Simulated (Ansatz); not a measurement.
# Rb: the change of pressure and energy above lowest point with volume per atom

All results are calculated (Ansatz 0.2.0 development build). Equation of state of a cubic crystal from periodic Kohn-Sham density functional theory without spin; pressure corrected for the finite basis.

Cell of the first row (space group Im-3m, No. 229):
```
Rb
1.0
     -2.7587     2.7587     2.7587
      2.7587    -2.7587     2.7587
      2.7587     2.7587    -2.7587
Rb
1
Direct
  0.00000 0.00000 0.00000
```

Settings of every row: formula Rb; structure type bcc; functional r2SCAN; spin treatment none; k mesh 9x9x9; occupation method fermi-dirac; occupation width 0.1 eV; wave cutoff 180 eV; datasets all-electron datasets; density cutoff ratio 7; dirac inner shells no; nucleus point.

```
row  volume per atom (Å³)  pressure (GPa)  energy above lowest point (meV/atom)
  1                83.975             0.4                                 12.37
  2                86.714           0.278                                  6.59
  3                89.452               ?                                     ?
  4                 92.19           0.079                                  0.64
  5                94.929          -0.002                                     0
```

Question: what pressure and energy above lowest point should row 3 give?

Worked fit of pressure. Take u = (V_r/V)^(2/3) − 1 with V_r = 89.452 Å³ an atom, which is twice the finite (Eulerian) strain; such expansions in the strain, on which the Birch-Murnaghan equation of state is built, carry the rest volume and the bulk modulus. The shown rows have u = 0.04302, 0.02094, -0.0199, -0.03884. Least squares give pressure = 0.1717 + 4.867 × u + 10.19 × u² GPa; a straight line predicts inner rows, each left out in turn, worse (root mean square 0.0099 against 0.00025 GPa). All shown rows lie on it to the printed digit. The pressure vanishes at u = -0.0384, or V = 94.86 Å³ an atom, and there the bulk modulus at fixed shape and fractions is B = −V dP/dV = (2/3)(1 + u) dP/du = 2.62 GPa. The withheld row has u = 0, so the fit gives 0.1717 + 4.867 × (0) + 10.19 × (0)² = 0.172 GPa.

The calculation gave 0.172 GPa. The fit meets it to the printed digit.

Worked fit of energy above lowest point. Take u = (V_r/V)^(2/3) − 1 with V_r = 89.452 Å³ an atom, which is twice the finite (Eulerian) strain; such expansions in the strain, on which the Birch-Murnaghan equation of state is built, carry the rest volume and the bulk modulus. The shown rows have u = 0.04302, 0.02094, -0.0199, -0.03884. Least squares give energy above lowest point = 2.766 + 143.43 × u + 1856.9 × u² meV/atom; a straight line predicts inner rows, each left out in turn, worse (root mean square 1.8 against 0.017 meV/atom). The rows lie off it by 0.00, 0.01, -0.01, 0.00. Its lowest point lies at u = -0.0386, or V = 94.9 Å³ an atom, and the curvature there gives the bulk modulus at fixed shape and fractions, B = (4/9)(1 + u)² E″(u)/V = 2.58 GPa. The withheld row has u = 0, so the fit gives 2.766 + 143.43 × (0) + 1856.9 × (0)² = 2.77 meV/atom.

The calculation gave 2.77 meV/atom. The fit meets it to the printed digit.
